## Does the gap of Bi₂Te₃ stay small along the stacking direction?

I am looking at calculated electron levels of Bi₂Te₃, which is built of five-atom-thick sheets (Te-Bi-Te-Bi-Te) held together by weak Te-Te contacts. The columns "point a", "point b" and "point c" give the wave vector in fractions of the three reciprocal vectors. The other columns give the four highest filled levels ("under") and the two lowest empty ones ("over"), counted from the Fermi energy.

Kohn-Sham levels of Bi₂Te₃ (R-3m, five-atom cell, fixed geometry), computed with SIRIUS 7.10.0 using PBE and scalar-relativistic PseudoDojo 0.4.1 standard pseudopotentials, without spin polarisation or spin-orbit coupling. The calculation uses a 7×7×7 k mesh, a 1102 eV plane-wave cutoff and Fermi-Dirac smearing of 0.05 eV; levels are counted from the Fermi energy.

```csv
point a (reciprocal cell vector),point b (reciprocal cell vector),point c (reciprocal cell vector),level under 4 (eV),level under 3 (eV),level under 2 (eV),level under 1 (eV),level over 1 (eV),level over 2 (eV)
0.0000,0.0000,0.0000,-1.853,-1.020,-1.020,-0.144,0.140,0.498
0.1429,0.0000,0.0000,-1.496,-1.267,-1.122,-0.811,1.101,1.175
0.4286,0.0000,0.0000,-2.993,-2.300,-1.071,-0.678,0.483,0.943
0.1429,0.1429,0.0000,-1.709,-1.278,-1.000,-0.616,0.864,1.036
-0.4286,0.4286,0.2857,-1.965,-1.595,-1.368,-1.212,1.267,1.805
0.4286,0.4286,0.4286,?,?,?,?,?,?
-0.4286,0.4286,0.4286,?,?,?,?,?,?
```

At Γ, the point (0, 0, 0), the gap is only about 0.3 eV. At the other four computed points it is between 1 and 2.5 eV. The last two points lie near the far end of the stacking axis, one on it and one just beside it. If the sheets hardly touch, shouldn't the levels there look like those at Γ? Can they be predicted before they are looked up?

## Answer

An estimate can be tried, but "weakly bound" must not be read as "electronically separate". A wave vector on the stacking axis sets how the phase of the electron wave changes from one sheet to the next. At Γ all sheets are in phase; at the far end neighbouring sheets are in opposite phase. A level moves along the axis only as far as its orbitals feel the next sheet.

**Two kinds of level.** The states near the gap are mainly p orbitals of Bi and Te. On the axis the crystal has threefold symmetry with mirror planes, so $p_x$ and $p_y$, which lie in the sheet, must have equal energies as long as spin-orbit coupling is left out. The equal levels at -1.020 eV at Γ fit such a pair. The $p_z$ orbitals stand upright and give single levels.

The upright orbitals point across the Te-Te gap and overlap there, while the flat ones should overlap much less. In the highest filled level at Γ, facing Te orbitals should meet with lobes of opposite sign, which pushes the level up. In the lowest empty level they should meet with equal signs, which pulls it down. The contact between the sheets thus squeezes the gap at Γ from both sides. Near the far end the phase is reversed, so both levels should retreat and the gap should open. The table prints no orbital characters, so this assignment rests on theory.

**A model with four constants.** Treat each kind of orbital as a chain of five sites per sheet. As a simplification, both kinds share all constants except the coupling between sheets. Let $x$ be the energy above the Te orbital, $\Delta$ the height of the Bi orbital above it, $t$ the Bi-Te coupling, $s$ the Te-Te coupling between sheets and $\theta$ the phase change per sheet. With $y=x(x-\Delta)$, the allowed energies obey

$$x(y-t^2)(y-3t^2)-s^2(x-\Delta)(y-2t^2)=2st^4\cos\theta .$$

For the flat orbitals I set $s=0$, and the equation falls apart into $x=0$, $y=t^2$ and $y=3t^2$. The solution $x=0$ is the filled pair, which puts the Te orbital at -1.020 eV. I take the empty level at 0.498 eV to be one of a pair too, with $y=t^2$. The two single levels next to the gap at Γ then settle the remaining constants. Four levels fix four constants, which can trade errors among themselves and shouldn't be read as properties of the bonds.

One level at Γ is left over as a test. The two solutions of $x(x-\Delta)=t^2$ add up to $\Delta$, which comes out at about 0.61 eV. The upper solution is $0.498+1.020\approx1.52$ eV, so the lower one is $0.61-1.52=-0.91$ eV. Measured from the Fermi energy, that is $-1.02-0.91\approx-1.9$ eV. The table has -1.853 eV, a level that took no part in setting the constants. This is encouraging, but it tests the model at Γ only. The model also makes this level one of a pair, which the table can't confirm, because it stops at the fourth filled level.

**From Γ to the two points.** At the point on the axis the phase change is $\theta=360^\circ\times3/7\approx154^\circ$, most of the way to full reversal. In the model the filled upright level sinks below the filled pair and the empty one rises above the empty pair, so pairs form both edges of the gap.

For the point beside the axis I use the fifth row of the table. A wave vector may be shifted by a whole reciprocal vector without changing the levels. After such a shift, the fifth row lies at the same height as the point on the axis, but off to the side. The squared distance of the last point from the axis is one third of that of the fifth row. I therefore add one third of the change between the axis forecast and the fifth row. The highest filled level, for instance, becomes $-1.02+(-1.212+1.02)/3\approx-1.08$ eV.

The forecasts, in eV, are:

| Point | under 4 | under 3 | under 2 | under 1 | over 1 | over 2 | each level | gap |
|---|---|---|---|---|---|---|---|---|
| on the axis | -1.84 | -1.19 | -1.02 | -1.02 | 0.50 | 0.50 | ±0.25 | 1.52 ±0.35 |
| beside it | -1.88 | -1.33 | -1.14 | -1.08 | 0.75 | 0.93 | ±0.35 | 1.84 ±0.5 |

In words: equal pairs on both sides of the gap on the axis, split pairs beside it, and the smallest gap still at Γ. The ranges are judged, not statistical. They allow for some coupling of the flat orbitals between sheets, for differences between the Te sites and for a faster splitting of the pairs away from the axis.

The computed levels are these:

The withheld rows as computed:

```csv
point a (reciprocal cell vector),point b (reciprocal cell vector),point c (reciprocal cell vector),level under 4 (eV),level under 3 (eV),level under 2 (eV),level under 1 (eV),level over 1 (eV),level over 2 (eV)
0.4286,0.4286,0.4286,-1.580,-1.289,-1.289,-0.572,0.673,0.945
-0.4286,0.4286,0.4286,-1.954,-1.234,-0.915,-0.375,0.474,0.797
```

**The gap does open along the axis.** It grows from 0.284 eV at Γ to 1.245 eV, inside the forecast range. Levels frozen at their Γ values would have missed this gap by almost 1 eV. Γ also keeps the smallest gap of all seven points. The good gap value flatters the model, however: both edges were forecast too low, and the two errors partly cancel in the difference.

Symmetry lets us follow individual levels. Along the axis, all single levels built from s and p orbitals have the same symmetry and avoid crossing, so the highest filled single level at Γ remains the highest filled single level. It falls from -0.144 to -0.572 eV, while the lowest empty single level rises from 0.140 to 0.673 eV. Both retreat from the gap by about half an eV, in the direction that the contact between the sheets demands.

**On the axis, the order of the levels was wrong.** There is an equal filled pair, but it lies below the single level, not above it. The model let the single level fall by about 1 eV, more than twice the computed drop. The constants held a warning here: they make the coupling $s$ across the contact larger than the Bi-Te coupling $t$, which is implausible for weakly bound sheets and exaggerates the movement along the axis. The model also held the pair still, whereas the pair sinks from -1.020 to -1.289 eV. The flat orbitals therefore do feel the next sheet, though less than the upright ones.

Four of the six levels on the axis fall outside their ranges. "Under 1" and "over 2" were each forecast 0.45 eV too low. "Under 2" was 0.27 eV too high and "under 4" 0.26 eV too low, both just outside. The close agreement for "under 3" is no success, because it compares a forecast single level with a member of the computed pair.

On the empty side the two lowest levels are not equal. Either the empty pair has moved up, or the level at 0.498 eV at Γ was never one of a pair. The printed levels can't decide between these. In the second case one of the model's four constants was set from the wrong kind of level, which could also explain why the single level fell too far.

**Beside the axis, the gap went the other way.** I forecast a wider gap than on the axis; the calculation gives a narrower one, 0.849 eV, far outside the range. Five of the six levels lie within their ranges, but the highest filled one was forecast 0.71 eV too low. The top two filled levels also lie much further apart than I had estimated. I had expected a split pair there, but on the axis these two are already a single level and one of a pair.

This failure is more than an inherited error from the axis. Repeat the one-third rule with the computed axis level and it gives $-0.572+(-1.212+0.572)/3\approx-0.79$ eV for the highest filled level. The calculation has -0.375 eV. The step from the axis to this point is therefore wrong in itself: it moves the level down, whereas the computed level lies higher than on the axis.

The rule makes two assumptions that may fail. One is that levels follow the squared distance all the way out to the fifth row, although a level can rise first and fall further out. The other is that levels change equally in every direction away from the axis. Threefold symmetry ensures this for a single level only close to the axis, and the two points lie in different directions: the last one in a mirror plane of the crystal, the fifth row midway between two such planes. The last point is also somewhat closer to the far end. Direction may well matter, because Te atoms of neighbouring sheets sit staggered, so a sideways wave vector changes the phases across the contact differently in different directions. Points around the axis at one height would test the role of direction, and points leading straight outwards would test the distance rule.

**What to carry over to the real material.** In this calculation the weak contact between sheets shifts the levels at the gap by about half an eV each, so weak binding is no licence to treat the sheets as electronically isolated. The gap values themselves should not be carried over. Spin-orbit coupling is strong in Bi and Te; it splits the equal pairs and reverses the order of the two levels next to the gap at Γ. The 0.284 eV found there is therefore not the gap of real Bi₂Te₃.
